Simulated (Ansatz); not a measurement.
A series in volume ratio on Sr₃Pb

Results calculated with Ansatz 0.2.0, not measured. Plane-wave density functional theory, PAW datasets, Gaussian smearing 0.05 eV: equation of state, the given cell scaled in volume with shape and atoms relaxed at each volume.

The cell before it is scaled or strained (space group Pm-3m, No. 221):
```
cell vectors (Å)
   5.3251     0.0000     0.0000
   0.0000     5.3251     0.0000
   0.0000     0.0000     5.3251
atoms (fractions of the cell vectors)
Sr  0.00000  0.50000  0.50000
Sr  0.50000  0.50000  0.00000
Sr  0.50000  0.00000  0.50000
Pb  0.00000  0.00000  0.00000
```

Settings of every row: paw set soft_2; functional PBEsol; spin treatment none; moment partition spheres; spin axis none; wave cutoff 420 eV; k mesh 6x6x6; symmetry use detected.

Atom hubbard u: 0 on all atoms.

Limits: no spin-orbit coupling, which can matter with elements this heavy; the cell comes from a prototype or a list of computed structures and needn't be the stable phase.

```
row  volume ratio  V (Å³/atom)  pressure (GPa)  energy above given cell (meV per atom)
  1          0.96       36.241           0.968                                    4.42
  2          0.98       36.996            0.46                                    1.06
  3             1       37.751          -0.002                                       0
  4          1.02       38.506               ?                                       ?
  5          1.04       39.261            -0.8                                     3.9
```

Question: what pressure and energy above given cell should row 4 give?

Worked fit of pressure. Take u = (V_r/V)^(2/3) − 1 with V_r = 37.373 Å³ an atom, which is twice the finite (Eulerian) strain; such expansions in the strain, on which the Birch-Murnaghan equation of state is built, carry the rest volume and the bulk modulus. The shown rows have u = 0.02072, 0.00678, -0.00669, -0.03232. Least squares give pressure = 0.2238 + 34.263 × u + 79.98 × u² GPa; a straight line predicts inner rows, each left out in turn, worse (root mean square 0.035 against 0.00043 GPa). All shown rows lie on it to the printed digit. The pressure vanishes at u = -0.0066, or V = 37.75 Å³ an atom, and there the bulk modulus with shape and atoms relaxed is B = −V dP/dV = (2/3)(1 + u) dP/du = 22 GPa. The withheld row has u = -0.01971, so the fit gives 0.2238 + 34.263 × (-0.01971) + 79.98 × (-0.01971)² = -0.420 GPa.

The calculation gave -0.42 GPa. The fit meets it to the printed digit.

Worked fit of energy above given cell. Take u = (V_r/V)^(2/3) − 1 with V_r = 37.373 Å³ an atom, which is twice the finite (Eulerian) strain; such expansions in the strain, on which the Birch-Murnaghan equation of state is built, carry the rest volume and the bulk modulus. The shown rows have u = 0.02072, 0.00678, -0.00669, -0.03232. Least squares give energy above given cell = 0.259 + 78.35 × u + 5910.5 × u² meV per atom; a straight line predicts inner rows, each left out in turn, worse (root mean square 2.6 against 0.0029 meV per atom). All shown rows lie on it to the printed digit. Its lowest point lies at u = -0.0066, or V = 37.75 Å³ an atom, and the curvature there gives the bulk modulus with shape and atoms relaxed, B = (4/9)(1 + u)² E″(u)/V = 22 GPa. The withheld row has u = -0.01971, so the fit gives 0.259 + 78.35 × (-0.01971) + 5910.5 × (-0.01971)² = 1.01 meV per atom.

The calculation gave 1.01 meV per atom. The fit meets it to the printed digit.
